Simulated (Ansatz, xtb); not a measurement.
**C2H7BGe: which of two isomers lies lower**

Structure X is `B[CH2][Ge][CH3]`, a singlet and structure Y is `CB[CH2][GeH]`, a singlet. Both are isolated molecules in the gas phase, relaxed with B3LYP-D3(BJ)/def2-SVP, each in the lowest conformer that the search found.

X (Å):

```xyz
11

C    -0.1248    1.1506    2.3525
C    -1.6174    1.3799   -0.3625
B     0.7769    2.1672    1.6599
Ge   -2.0312    1.3822    1.6040
H     0.9674    3.2579    2.1505
H     1.2515    1.9416    0.5718
H    -0.2393    1.2133    3.4429
H     0.0188    0.1021    2.0218
H    -0.8010    0.6923   -0.6343
H    -1.2852    2.3971   -0.6453
H    -2.5186    1.1449   -0.9492
```

Y (Å):

```xyz
11

C     0.0204    1.4510    2.2894
C    -1.6384    1.8739    0.1553
B    -0.2781    2.0963    0.9256
Ge    0.9088   -0.2416    1.5768
H     0.7947    1.9060    2.9319
H    -0.8094    1.0944    2.9227
H     0.5644    2.8203    0.4367
H     0.9211    0.2581    0.0425
H    -1.5137    1.7686   -0.9343
H    -2.2503    1.0353    0.5292
H    -2.2411    2.7922    0.3026
```

Energies in hartree; the thermal terms are from B3LYP-D3(BJ)/def2-SVP harmonic frequencies (ideal gas, rigid rotor, one conformer each, 298.15 K, 1 atm) and include the zero-point energy:

|  | X | Y |
| --- | --- | --- |
| E, CCSD(T)/def2-SVP | −2180.129788 | −2180.140944 |
| E, MP2/def2-SVP | −2180.063004 | −2180.073240 |
| E, MP2/def2-TZVPP | −2180.549547 | −2180.555859 |
| zero-point energy | 0.081996 | 0.081130 |
| H(298 K) − E | 0.089915 | 0.088769 |
| G(298 K) − E | 0.050932 | 0.050270 |

Question: Correct the CCSD(T) difference for the basis set by the MP2 change, then work out ΔE, ΔE₀, ΔH and ΔG for X → Y in kJ/mol (1 Eh = 2625.50 kJ/mol) and the equilibrium ratio [Y]/[X].

Answer: 1. Differences Y − X: CCSD(T) −0.011156, MP2 in the small set −0.010236, MP2 in the large set −0.006312 Eh.
2. ΔE = −0.011156 + (−0.006312 − (−0.010236)) = −0.007232 Eh = −18.99 kJ/mol.
3. ΔE₀ = ΔE + ΔZPE = −0.007232 + (−0.000866) Eh = −21.26 kJ/mol.
4. ΔH = ΔE + (−0.001146) Eh = −22.00 kJ/mol.
5. ΔG = ΔE + (−0.000662) Eh = −20.73 kJ/mol, so ΔS = (ΔH − ΔG)/T = −4.3 J/(mol K).
6. kT = 0.9442 mEh, so K = [Y]/[X] = exp(−ΔG/kT) = exp(+8.36) ≈ 4.3 × 10^3.

Structure Y is favoured at this temperature. An error of 4 kJ/mol in ΔG would change K by a factor of 5. GFN2-xTB found them nearly level. HF/STO-3G gave ΔE the other sign. Mirror images and further conformers aren't counted.

As drawn, Y has 1 C–B, 1 Ge–H in place of 1 C–Ge, 1 B–H.

Other levels gave ΔE = −0.9 (GFN2-xTB); +11.7 (HF/STO-3G, GFN2-xTB geometries); −25.9 (r2SCAN-D4/def2-SVP, GFN2-xTB geometries); −25.3 (B3LYP-D3(BJ)/def2-SVP); −24.3 (HF/def2-SVP); −26.9 (MP2/def2-SVP); −29.3 (CCSD(T)/def2-SVP) kJ/mol. The correlated steps freeze 12 core orbitals; the filled d shell of Ge is correlated, in a basis made for valence electrons. Programs: Ansatz 0.2.0, xtb 6.7.1.

The preference for Y is mainly electronic, and reflects a trade between two pairs of bonds. Moving the methyl group from germanium to boron replaces a C–Ge bond with a stronger C–B bond, at the cost of exchanging B–H for the weaker Ge–H. The gain in the carbon bond probably outweighs the loss in the hydride bond, because compact boron orbitals overlap better with carbon than the diffuse germanium valence orbitals do. Hyperconjugation from the methyl C–H bonds into boron's empty p orbital should help too.

Both structures are divalent germylenes, so the preference doesn't come from a change in germanium's oxidation state. Zero-point energy favours Y slightly further, as expected when a stiff B–H stretch gives way to a softer Ge–H stretch. Hartree–Fock in the split-valence basis already favours Y, so the reversed sign in STO-3G probably stems from the inflexible minimal basis rather than from missing correlation. The equilibrium ratio says nothing about how quickly X would convert to Y, since no barrier was computed.
